# Ordering of field-acceleration models matched at the stress field

## Statement

Let $t(E)$ be the characteristic time to breakdown of a dielectric film at field $E>0$, at fixed temperature, area and failure percentile. The logarithmic slope is $s(E)=-d\ln t/d\ln E$, with natural logarithms. Let $E_0$ be the stress field, $t_0=t(E_0)$, $g=s(E_0)>0$, $u=E/E_0$ and $y(u)=\ln(t/t_0)$. Four models are in common use, each with a prefactor $\tau$ and one positive acceleration parameter.

| Model | $t(E)$ | Parameter fixed by $g$ | $y(u)$ | $p$ |
|---|---|---|---|---|
| $E$ | $\tau e^{-\gamma E}$ | $\gamma=g/E_0$ | $g(1-u)$ | $1$ |
| $\sqrt E$ | $\tau e^{-\beta\sqrt E}$ | $\beta=2g/\sqrt{E_0}$ | $2g(1-\sqrt u)$ | $1/2$ |
| power | $\tau (E_0/E)^{n}$ | $n=g$ | $g\ln(1/u)$ | $0$ |
| $1/E$ | $\tau e^{G/E}$ | $G=gE_0$ | $g(1/u-1)$ | $-1$ |

When all four are given the same $t_0$ and the same $g$, the following holds.

**(a) One family.** Every model has the form

$$y_p(u)=g\,f_p(u),\qquad f_p(u)=\frac{1-u^p}{p}=\int_u^1 x^{p-1}\,dx, \tag{1}$$

with $f_0=\ln(1/u)$ as the limit $p\to0$.

**(b) Ordering.** For every $u\neq1$, $f_p(u)$ is strictly decreasing in $p$, so

$$t_E<t_{\sqrt E}<t_{\rm power}<t_{1/E} \tag{2}$$

both below and above the stress field.

**(c) Separation near $E_0$.** With $\varepsilon=1-u$ and $p_1>p_2$,

$$y_{p_2}-y_{p_1}=\frac{g\,(p_1-p_2)}{2}\,\varepsilon^2\left[1+\frac{3-p_1-p_2}{3}\,\varepsilon+O(\varepsilon^2)\right]. \tag{3}$$

For $0<u<1$ and $p_1\le1$ the quadratic term is a lower bound on the separation.

**(d) Bracketing.** A smooth law with the same $t_0$ and $g$, whose local exponent $p(E)=d\ln s/d\ln E$ lies between $p_b$ and $p_a\ge p_b$ at all fields from $E<E_0$ to $E_0$, obeys $g f_{p_a}(u)\le y(u)\le g f_{p_b}(u)$.

## Premises

1. Each model holds with field-independent parameters from $E_0$ to $E$, and one temperature applies throughout.
2. $E$ is the field in the film, $V/d$ for a planar metal–insulator–metal (MIM) capacitor of thickness $d$. A constant enhancement factor cancels from $u$ and from $s$.
3. The times to breakdown follow a Weibull distribution whose shape parameter $m$ is independent of field, so that a change of percentile or area shifts $\ln t$ by a constant.
4. The models agree in value and in first derivative at $E_0$.

The usual physical readings are field-assisted thermal bond breaking for the $E$ model, damage by a Poole–Frenkel or Schottky current for the $\sqrt E$ model, and Fowler–Nordheim injection with hole generation for the $1/E$ model. The power law is taken here as an empirical form. The proof uses the functional forms only.

## Proof

### Step 1. Matching each model

Since $d/d\ln E=E\,d/dE$, the slope is $s=-E\,d\ln t/dE$. Setting $s(E_0)=g$ fixes the acceleration parameter, and the prefactor cancels in $t/t_0$.

For the $E$ model, $\ln t=\ln\tau-\gamma E$ gives $s=\gamma E$, so $\gamma=g/E_0$ and $y=\gamma(E_0-E)=g(1-u)$.

For the $\sqrt E$ model, $\ln t=\ln\tau-\beta E^{1/2}$ gives $s=\tfrac12\beta E^{1/2}$, so $\beta=2g/E_0^{1/2}$ and $y=\beta(E_0^{1/2}-E^{1/2})=2g(1-u^{1/2})$.

For the power law, $\ln t=\ln\tau+n\ln(E_0/E)$ gives $s=n$, so $n=g$ and $y=g\ln(1/u)$.

For the $1/E$ model, $\ln t=\ln\tau+G/E$ gives $s=G/E$, so $G=gE_0$ and $y=G(1/E-1/E_0)=g(1/u-1)$.

### Step 2. The common form

The four slopes are $gu$, $gu^{1/2}$, $g$ and $gu^{-1}$, that is $s=gu^p$ with $p=1,\tfrac12,0,-1$. By definition $dy/d\ln u=-s$ and $y(1)=0$, so

$$y(u)=\int_u^1 s(x)\,\frac{dx}{x}=g\int_u^1x^{p-1}dx. \tag{4}$$

The integral is $(1-u^p)/p$ for $p\ne0$ and $\ln(1/u)$ for $p=0$. The two join continuously, because $u^p=1+p\ln u+O(p^2)$ gives $(1-u^p)/p\to-\ln u$. This proves (a). The family is exactly the set of laws with constant local exponent, since $d\ln s/d\ln u=p$ with $s(1)=g$ has the single solution $gu^p$.

### Step 3. Monotonicity in $p$

The integrand of (1) and its derivative in $p$ are continuous on the closed interval between $u>0$ and 1, so differentiation under the integral is allowed:

$$\frac{\partial f_p}{\partial p}=\int_u^1x^{p-1}\ln x\,dx. \tag{5}$$

For $u<1$, $\ln x<0$ inside the interval and the integral is negative. For $u>1$ the integral equals $-\int_1^u x^{p-1}\ln x\,dx$, where the integrand is positive, so it is negative again. Multiplying by $g>0$ and exponentiating preserves the order, which proves (b). Below $E_0$ the slope $gu^p$ of a high-$p$ model decays faster, and less lifetime is gained. Above $E_0$ it grows faster, and more lifetime is lost.

Two separations are squares in closed form:

$$y_{1/2}-y_1=g(1-\sqrt u)^2,\qquad y_{-1}-y_1=g\,\frac{(1-u)^2}{u}. \tag{6}$$

The first follows from $2-2\sqrt u-1+u$, the second from $1/u-2+u$. As $u\to0$, $f_p\to1/p$ for $p>0$ and diverges for $p\le0$. The $E$ and $\sqrt E$ models therefore saturate at $t_0e^{g}$ and $t_0e^{2g}$, while the other two grow without bound.

A second differentiation gives $\partial^2f_p/\partial p^2=\int_u^1x^{p-1}(\ln x)^2dx$, which is positive for $u<1$. Below the stress field $f_p$ is thus convex in $p$.

### Step 4. Expansion about $E_0$

Put $x=1-\eta$ in (1), so that $f_p=\int_0^\varepsilon(1-\eta)^{p-1}d\eta$. The binomial series is $(1-\eta)^{p-1}=\sum_k(1-p)_k\,\eta^k/k!$, with the rising factorial $(a)_k=a(a+1)\cdots(a+k-1)$ and $(a)_0=1$. It converges for $|\eta|<1$ and may be integrated term by term:

$$f_p=\sum_{k=0}^\infty\frac{(1-p)_k}{(k+1)!}\,\varepsilon^{k+1}=\varepsilon+\frac{1-p}{2}\varepsilon^2+\frac{(1-p)(2-p)}{6}\varepsilon^3+\dots \tag{7}$$

The linear term does not contain $p$, which expresses the matching of slopes. The quadratic coefficients differ by $[(1-p_2)-(1-p_1)]/2=(p_1-p_2)/2$. With $(1-p)(2-p)=2-3p+p^2$, the cubic coefficients differ by $[3(p_1-p_2)-(p_1^2-p_2^2)]/6=(p_1-p_2)(3-p_1-p_2)/6$. Taking out the quadratic term gives (3).

For $p_2<p_1\le1$ each factor $j-p_2$ with $j\ge1$ is positive and exceeds $j-p_1\ge0$. Hence $(1-p_2)_k>(1-p_1)_k$ for all $k\ge1$. With $0<\varepsilon<1$ every term in the difference of the two series is positive, and truncation underestimates the separation. This completes (c). From (6) and $1-u=(1-\sqrt u)(1+\sqrt u)$, the ratio of the quadratic term to the full separation is $(1+\sqrt u)^2/4$ for the pair ($E$, $\sqrt E$) and $u$ for the pair ($E$, $1/E$).

### Step 5. Laws with a varying exponent

For $x<1$, integrating the definition of the local exponent gives $\ln s(x)=\ln g-\int_x^1p(x')\,dx'/x'$. Since $\int_x^1dx'/x'=-\ln x>0$, the bounds $p_b\le p\le p_a$ give $gx^{p_a}\le s(x)\le gx^{p_b}$. Inserting this in the first equality of (4) proves (d).

When $t$ is a product of factors from the family, $y=\sum_ig_if_{p_i}$ with $g_i\ge0$ and $\sum_ig_i=g$. Then $s=\sum_ig_iu^{p_i}$, and the local exponent $\sum_ig_ip_iu^{p_i}/s$ is a weighted mean of the $p_i$, so (d) applies with the extreme exponents. Convexity in $p$ gives a sharper lower bound below $E_0$, namely $y\ge gf_{\bar p}$ with $\bar p=\sum_ig_ip_i/g$. A pre-exponential factor $E^{-k}$ with $0\le k\le g$ is a term with $p=0$ and weight $k$. At fixed total slope it changes a model of exponent $p$ by

$$\Delta y=k\,(f_0-f_p), \tag{8}$$

which is upward for $p>0$ and downward for $p<0$.

### Step 6. Allowed field for a target lifetime

Let $\Lambda=\ln(t^*/t_0)>0$ for a target $t^*$. Solving $gf_p(u)=\Lambda$ gives

$$u_p^*=\left(1-\frac{p\Lambda}{g}\right)^{1/p},\qquad u_0^*=e^{-\Lambda/g}, \tag{9}$$

which exists for $p>0$ only if $p\Lambda<g$. Because $f_p$ decreases in $u$ and in $p$, a smaller $p$ reaches the same $\Lambda$ at a larger $u$. The allowed fields are ordered like the lifetimes in (2).

### Step 7. Matching over a window

Use $\xi=f_{p_1}(u)$ as the variable. It decreases in $u$ with $d\xi/du=-u^{p_1-1}$, and any model of exponent $p_1$ is a straight line $a+b\xi$. For a model of exponent $p_2<p_1$ with slope $g_2>0$ at $E_0$,

$$\frac{dy_2}{d\xi}=g_2u^{p_2-p_1},\qquad\frac{d^2y_2}{d\xi^2}=g_2(p_1-p_2)\,u^{p_2-2p_1}>0. \tag{10}$$

The difference $r=y_2-a-b\xi$ is strictly convex in $\xi$ and has at most two zeros. Matching at one field in value and slope is the double zero, with $r>0$ elsewhere. If the models agree at two fields, $r<0$ between them and $r>0$ outside, so (2) holds for extrapolation and is reversed for interpolation.

The same is true when the $p_1$ model is fitted by least squares in $\ln t$ to three or more fields that obey the $p_2$ model. The normal equations are $\sum_ir_i=0$ and $\sum_ir_i\xi_i=0$, hence $\sum_ir_i(\xi_i-c)=0$ for any $c$. At most two $r_i$ vanish, so both signs occur. By convexity $r<0$ on one interval. If all positive $r_i$ lay on one side of it, choosing $c$ at that end of the interval would give every nonzero term the same sign, which is impossible. Both zeros therefore lie inside the window, and $r>0$ outside.

## Range of validity

**Exact and approximate parts.** Equations (1), (2), (6) and (9) are exact within the premises. Series (7) converges for $|1-u|<1$. By the ratios in Step 4, the quadratic term falls short by less than 10 per cent only for $u>0.81$ in the pair ($E$, $\sqrt E$) and $u>0.90$ in the pair ($E$, $1/E$).

**No selection of a model.** The result orders extrapolations and does not say which one a film obeys. The $E$ model is the lower bound among laws with local exponent $p\le1$ and no others.

**Parallel mechanisms.** If the damage rates of independent mechanisms add, $1/t=\sum_i1/t_i$. With rate fractions $\rho_i=t/t_i$ the slope is $s=\sum_i\rho_is_i$. Since $d\ln(1/t_i)/d\ln u=s_i$, one has $d\rho_i/d\ln u=\rho_i(s_i-s)$, and

$$p=\frac1s\left[\sum_i\rho_ip_is_i+\sum_i\rho_i(s_i-s)^2\right]. \tag{11}$$

The variance term can push $p$ above 1 where two mechanisms cross over, and the lifetime can then fall below the $E$ projection.

**Unequal slopes.** The order presumes a common $g$. A change $\delta g$ moves $y_p$ by $f_p\,\delta g$. An $E$ projection with slope $g'$ exceeds a $\sqrt E$ projection with slope $g$ when $g'/g>f_{1/2}/f_1=2/(1+\sqrt u)$.

**Temperature, field and statistics.** Self-heating at stress, an additive internal field from trapped charge or dissimilar electrodes, a change of conduction mechanism at low field, and a field-dependent $m$ each violate a premise. For a Weibull distribution with failure sites spread uniformly over the area, the failed fraction is $F=1-\exp[-(A/A_0)(t/t_{63})^m]$, where $t_{63}$ is the characteristic life of the test area $A_0$. Hence

$$\ln t_F=\ln t_{63}+\frac1m\ln\frac{-\ln(1-F)}{A/A_0}. \tag{12}$$

For constant $m$ this shift is common to all models and leaves the order and the separations unchanged.

## Illustration: Si$_3$N$_4$ MIM capacitor, 7 to 2 MV/cm

The inputs are illustrative. The film is 50 nm thick, so the stress field $E_0=7$ MV/cm is 35 V and the use field 2 MV/cm is 10 V. The characteristic life at stress is $t_0=10^3$ s. The slope $-d\ln t/dE$ at $E_0$ is 3 cm/MV, chosen as the middle of the approximate range of 2 to 4 cm/MV that is typical for deposited nitride near 125 °C. Then $g=21$, $u=2/7=0.2857$, $\sqrt u=0.5345$ and $\varepsilon=0.7143$. The matched parameters are $\gamma=3$ cm/MV, $\beta=15.87$ (cm/MV)$^{1/2}$, $n=21$ and $G=147$ MV/cm. A year is 365.25 days, $3.156\times10^7$ s, and a 10-year target has $\Lambda=12.66$.

| Model | $f_p$ | $y$ | $\log_{10}(t/t_0)$ | $t$ (s) | $t$ (yr) | $s$ at 2 MV/cm | 10-yr field (MV/cm) |
|---|---|---|---|---|---|---|---|
| $E$ | 0.7143 | 15.00 | 6.51 | $3.3\times10^{9}$ | $1.0\times10^{2}$ | 6.0 | 2.78 |
| $\sqrt E$ | 0.9310 | 19.55 | 8.49 | $3.1\times10^{11}$ | $9.8\times10^{3}$ | 11.2 | 3.42 |
| power | 1.2528 | 26.31 | 11.43 | $2.7\times10^{14}$ | $8.4\times10^{6}$ | 21.0 | 3.83 |
| $1/E$ | 2.5000 | 52.50 | 22.80 | $6.3\times10^{25}$ | $2.0\times10^{18}$ | 73.5 | 4.37 |

The next table gives the separation $y_p-y_1$ from the $E$ model, in full and from (3).

| Model | 6 MV/cm, full | quadratic | with cubic | 2 MV/cm, full | quadratic |
|---|---|---|---|---|---|
| $\sqrt E$ | 0.116 | 0.107 | 0.115 | 4.55 | 2.68 |
| power | 0.237 | 0.214 | 0.235 | 11.31 | 5.36 |
| $1/E$ | 0.500 | 0.429 | 0.490 | 37.50 | 10.71 |

At 6 MV/cm the quadratic term carries most of the separation. At 2 MV/cm it recovers a fraction 0.59 for $\sqrt E$ and 0.29 for $1/E$, and the closed forms must be used. The 10 per cent limits correspond to 5.6 and 6.3 MV/cm.

**Telling $E$ from $\sqrt E$.** By (6) the two differ by a factor 2 in lifetime when $\sqrt{u_1}=1-\sqrt{\ln2/g}=0.8183$, at 4.69 MV/cm, where the $E$ model gives $1.0\times10^6$ s or 12 days. This presumes that $g$ is known. If the $E$ line is instead drawn through the $\sqrt E$ values at 7 and 4.69 MV/cm, the gap in between is the chord minus the curve, $g(1-\sqrt{u_1})^2(1-u)/(1-u_1)-g(1-\sqrt u)^2$. As a function of $v=\sqrt u$ this is a quadratic with zeros at $\sqrt{u_1}$ and 1, so it peaks at $v=(1+\sqrt{u_1})/2$ with the value $g(1-\sqrt{u_1})^2/[2(1+\sqrt{u_1})]=0.19$, a factor 1.21 in time. The statistical error of $\ln t_{63}$ is of order $1/(m\sqrt N)$, which is 0.10 for an assumed $m=2$ and $N=25$ samples per field. The curvature is then barely resolved.

**Size of the neglected effects at 2 MV/cm**, to be set against the gap of 4.55 between $E$ and $\sqrt E$:

- A factor $E^{-1}$ in the $\sqrt E$ model, as from a Poole–Frenkel current proportional to $E\,e^{\beta\sqrt E}$, raises $y$ by 0.32 according to (8). A factor $E^{-2}$ in the $1/E$ model, as from the Fowler–Nordheim prefactor, changes $y$ by $-2.49$.
- A 10 per cent change of $g$ moves the $E$ projection by 1.50. The gap closes at $g'/g=1.30$.
- An internal offset of 0.5 V adds 0.1 MV/cm to both fields. At fixed 3 cm/MV, $g$ becomes 21.3, $y_1$ stays at 15.00, $y_{1/2}$ becomes 19.43 and $y_{-1}$ becomes 50.71.
- A parallel $E$-type mechanism with life $10^6$ s at stress and $\gamma=1.5$ cm/MV lowers the slope at $E_0$ by only 0.010. Added to a $\sqrt E$ main mechanism, it limits the life at 2 MV/cm to $1.8\times10^9$ s, below the $E$ projection.
- For $F=10^{-4}$, $A/A_0=10$ and $m=2$, the shift (12) is $-5.76$. The $E$ and $\sqrt E$ lives become 0.33 and 31 years, on opposite sides of a 10-year requirement.

These lifetimes belong to the models with the assumed $t_0$, $g$ and $m$, not to silicon nitride. Over the typical slope range of 2 to 4 cm/MV, $y_1$ runs from 10.0 to 20.0 and $y_{1/2}$ from 13.0 to 26.1, so the slope alone moves each projection by orders of magnitude, while at any common slope the order (2) persists. All four curves describe intrinsic wear-out. Early failures of real nitride capacitors at use fields are typically governed by extrinsic defects such as particles, thin spots and electrode edges, so the low-percentile life of a real population can be shorter than the figures above, by orders of magnitude where such defects are not screened out.